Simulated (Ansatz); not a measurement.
## A series in volume scale on SiO2

All results are calculated (Ansatz 0.2.0). Free energy against uniform scaling of the volume at fixed shape and fractions; periodic cell, basis, potentials, k mesh and filling as listed.

The cell before it is scaled or strained (space group P4_2/mnm, No. 136):
```
SiO2
1.0
      4.1773     0.0000     0.0000
      0.0000     4.1773     0.0000
      0.0000     0.0000     2.6652
Si O
2 4
Direct
  0.00000 0.00000 0.00000
  0.50000 0.50000 0.50000
  0.30590 0.30590 0.00000
  0.19410 0.80590 0.50000
  0.69410 0.69410 0.00000
  0.80590 0.19410 0.50000
```

Settings of every row: functional PBE; dispersion none; potentials PAW; wave cutoff 500 eV; density cutoff 2000 eV; k mesh 6x6x8; k shift 0x0x0; occupations fixed; smearing width 0 eV; spin none.

| row | volume scale | V (Å³/atom) | energy above lowest point (meV/atom) |
| --- | --- | --- | --- |
| 1 | 0.88 | 6.821 | ? |
| 2 | 0.92 | 7.131 | 114.3 |
| 3 | 0.96 | 7.441 | 45.3 |
| 4 | 1 | 7.751 | 9.2 |
| 5 | 1.04 | 8.061 | 0 |
| 6 | 1.08 | 8.371 | 12.8 |
| 7 | 1.12 | 8.681 | 43.5 |

Question: what energy above lowest point should row 1 give?

Worked fit of energy above lowest point. Take u = (V_r/V)^(2/3) − 1 with V_r = 7.906 Å³ an atom, which is twice the finite (Eulerian) strain; such expansions in the strain, on which the Birch-Murnaghan equation of state is built, carry the rest volume and the bulk modulus. The shown rows have u = 0.0712, 0.04124, 0.01329, -0.01286, -0.03738, -0.06044. Least squares give energy above lowest point = 1.59 + 344 × u + 17276.1 × u² + 1791 × u³ meV/atom; a parabola predicts inner rows, each left out in turn, worse (root mean square 0.17 against 0.043 meV/atom). All shown rows lie on it to the printed digit. Its lowest point lies at u = -0.0100, or V = 8.026 Å³ an atom, and the curvature there gives the bulk modulus at fixed shape and fractions, B = (4/9)(1 + u)² E″(u)/V = 300 GPa. Letting shape and atoms relax would as a rule lower it, by much in layered, chain or molecular crystals. The withheld row has u = 0.10342, so the fit gives 1.59 + 344 × (0.10342) + 17276.1 × (0.10342)² + 1791 × (0.10342)³ = 223.9 meV/atom.

The calculation gave 223.6 meV/atom. The fit lies 0.3 meV/atom (0.13 % of the column's range) above it; its largest miss of a shown row is 0.0 meV/atom. This row lies beyond the range of the fit.
